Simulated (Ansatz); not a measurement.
# Plane-wave cutoff convergence of the PBE band gap in LiCl, diamond and PbSe

LiCl is an ionic salt, diamond a covalent network of light atoms with short bonds, and PbSe a polar semiconductor of heavy atoms. We want one wavefunction cutoff that serves all three in a screening line for infrared detectors, where PbSe is the absorber and the other two stand for wide-gap surroundings.

Our target is that the cutoff alone changes the thermal carrier factor at 300 K by no more than 5 %. Among the cutoffs that meet this for every crystal, the lowest wins, because it needs the smallest basis. The calculated quantity is the PBE gap at fixed cell and k mesh, and its error is counted from the same crystal's gap at 630 eV. A positive error means a gap that is too wide.

## Computational details

Structures are measured cells from a diffraction database. Ansatz 0.2.0, plane waves with PAW files, PBE, no spin polarisation, no spin-orbit coupling. Within a line the cell and k mesh are fixed and the band edges lie at the same k points; the wavefunction cutoff changes (some runs use fixed occupations, others a narrow smearing; the run at the default cutoff adds a band path). The reference is the highest cutoff run. The PAW files of Ansatz are those of its set soft_1.

Notes on method and selection:

- Runs that did not converge, have known faults or may not be shown are not listed, and runs on Ansatz's PAW sets soft_1 and soft_2 are kept to separate tables.

Columns:

- relative cutoff: cutoff divided by the default cutoff of that crystal's files.
- cutoff (eV): wavefunction cutoff.
- gap error (eV): gap less gap at the highest cutoff.

Input lines of one member:

```
kpoints:
  mp_grid: { grid: [8, 8, 8] }
  band_path:
    path:
      - [0.0, 0.0, 0.0]
      - [0.5, 0.0, 0.5]
      - [0.625, 0.25, 0.625]
      - [0.375, 0.375, 0.75]
      - [0.5, 0.5, 0.5]
      - [0.5, 0.25, 0.75]
      - [0.075, 0.075, 0.15]
    npoints: 1
hamiltonian:
  xc: pbe
  pseudopotentials: { kind: paw, azcp: { folder: soft_1 } }
```

Command (options for logging and memory left out): `ansatz run input.yaml --threads 24 --backend cuda --devices 1 --max-vram 78GiB`

## Results

```
member  relative cutoff  cutoff (eV)  gap error (eV), LiCl (Fm-3m)  gap error (eV), C (Fd-3m, 2 atoms)  gap error (eV), PbSe (Fm-3m)
190 eV  0.45             190          0.1089                        −0.7834                             0.2890
290 eV  0.69             290          0.0102                        −0.0138                             0.0057
420 eV  1.00             420          0.0001                        −0.0016                             −0.0001
630 eV  1.50             630          0.0000                        0.0000                              0.0000
```

## Interpretation

The gap converges quickly once the cutoff passes 190 eV. Between 190 and 290 eV the error shrinks by a factor of 0.7834 / 0.0138 = 57 in diamond, 0.2890 / 0.0057 = 51 in PbSe and 0.1089 / 0.0102 = 11 in LiCl. At 420 eV, the default, diamond is still 0.0016 eV off, while the other two are within 0.0001 eV. Diamond has the largest error in size at each cutoff below the reference, so it needs the highest cutoff for a given accuracy, even though its first step down is the steepest. Second place goes to PbSe at 190 eV and to LiCl at 290 eV.

The cutoff $E$ sets the shortest wave in the basis, $\lambda = 2\pi\sqrt{3.8/E}$, with $\lambda$ in Å, $E$ in eV and $\hbar^2/2m = 3.8$ eV Å$^2$. This gives 0.89 Å at 190 eV and 0.60 Å at 420 eV. Carbon has no inner p shell, so its 2p orbital sits close to the nucleus and needs short waves even after PAW smoothing. The outer p orbitals of Cl, Se and Pb are more extended.

In a fixed potential, a basis that is too small raises every level. In a self-consistent run the potential changes too, so a band edge can move either way. The gap error is the shift of the conduction edge less that of the valence edge. The negative sign in diamond fits a valence edge of compact bonding 2p states that rises more. In LiCl and PbSe the positive errors at 190 and 290 eV mean that the conduction edge moves up relative to the valence edge; the gap alone does not say which orbital component is responsible.

Diamond's error does not decay as a single exponential. Continuing diamond's first step over the next 130 eV would leave $0.0138 / 57^{1.3} = 0.00007$ eV, about twenty times less than the tabulated error.

## Outliers

The 190 eV row is a poor basis for ranking the crystals. In PbSe the program warned that the model core charge is not resolved on the dense grid, so the error of 0.2890 eV may contain a faulty exchange-correlation potential as well as missing plane waves. Its place above LiCl in that row therefore says little about the valence orbitals.

Both 190 and 290 eV lie below the recommended cutoff for every crystal. The errors at 290 eV are nevertheless small, between −0.0138 and 0.0102 eV. The change of sign in PbSe at 420 eV amounts to one unit in the last printed digit and has no physical meaning.

Further converged runs below the recommended cutoff exist but are not tabled, so the rows do not show the whole low-cutoff behaviour. Diamond is the most demanding of these three crystals, not necessarily of a wider set.

## Meeting the brief

The intrinsic carrier density varies as $\exp(-E_g/2k_BT)$ if the band masses stay fixed. A gap error $\delta$ therefore multiplies it by

$$r = \exp(-\delta/2k_BT).$$

With $k_B = 8.6\times10^{-5}$ eV/K and $T = 300$ K, $2k_BT$ is 2 × 0.000086 × 300 = 0.052 eV. For LiCl and diamond, whose intrinsic carriers are negligible at this temperature, $r$ serves only as a common yardstick.

- **190 eV:** $r$ is exp(−0.1089/0.052) = 0.12 for LiCl, exp(−0.2890/0.052) = 0.0039 for PbSe and a few million for diamond. The row fails.
- **290 eV:** $r$ is exp(−0.0102/0.052) = 0.82 for LiCl, exp(0.0138/0.052) = 1.30 for diamond and exp(−0.0057/0.052) = 0.90 for PbSe. All three miss the 5 % target.
- **420 eV:** diamond gives $\exp(0.0016/0.052) = 1.03$, and the other two change by about 0.2 %. The row passes.
- **630 eV:** $r$ is 1 by definition, since this is the reference.

The pick is 420 eV. The runner-up is 630 eV, which also meets the target but needs more plane waves. Their number grows as $E^{3/2}$, so the basis is $1.5^{1.5} = 1.8$ times as large.

PBE's own error is of another order. It usually makes gaps too small, in wide-gap crystals by roughly 1 eV or more. An error of 1 eV enters the exponent as 1 / 0.052 = 19, or about eight powers of ten in carrier density. The screening therefore fixes the numerical setting and supplies no absolute carrier density.

Two things would overturn the pick. The 5 % limit corresponds to 0.052 × ln 1.05 = 0.0025 eV, and diamond already uses 0.0016 eV of it. If a run above 630 eV widened the reference gap of diamond by more than 0.0009 eV, 420 eV would fail. If instead the tolerance were relaxed to 35 %, 290 eV would pass for all three crystals with a basis of $(290/420)^{1.5} = 0.57$ times the size.

## Rules of thumb and their limits

With the soft_1 files, 290 eV brings the PBE gap of these three crystals within 0.014 eV of the 630 eV result, and 420 eV brings it within 0.002 eV. Diamond sets the requirement.

Two omitted effects exceed the whole spread of the 290 eV row, 0.0102 + 0.0138 = 0.0240 eV. Spin-orbit coupling lowers the Pb 6p conduction edge of PbSe and narrows its gap by roughly a few tenths of an eV, which in PBE can be enough to invert the band order. Zero-point motion of the light carbon atoms narrows the gap of diamond, also by roughly a few tenths of an eV. Raising the cutoff beyond the default recovers neither.

[Logs are printed without paths, hosts, clocks, repeated set-up lines and the standing remarks that a program may print on its own settings, such as how far it seeks lower states.]
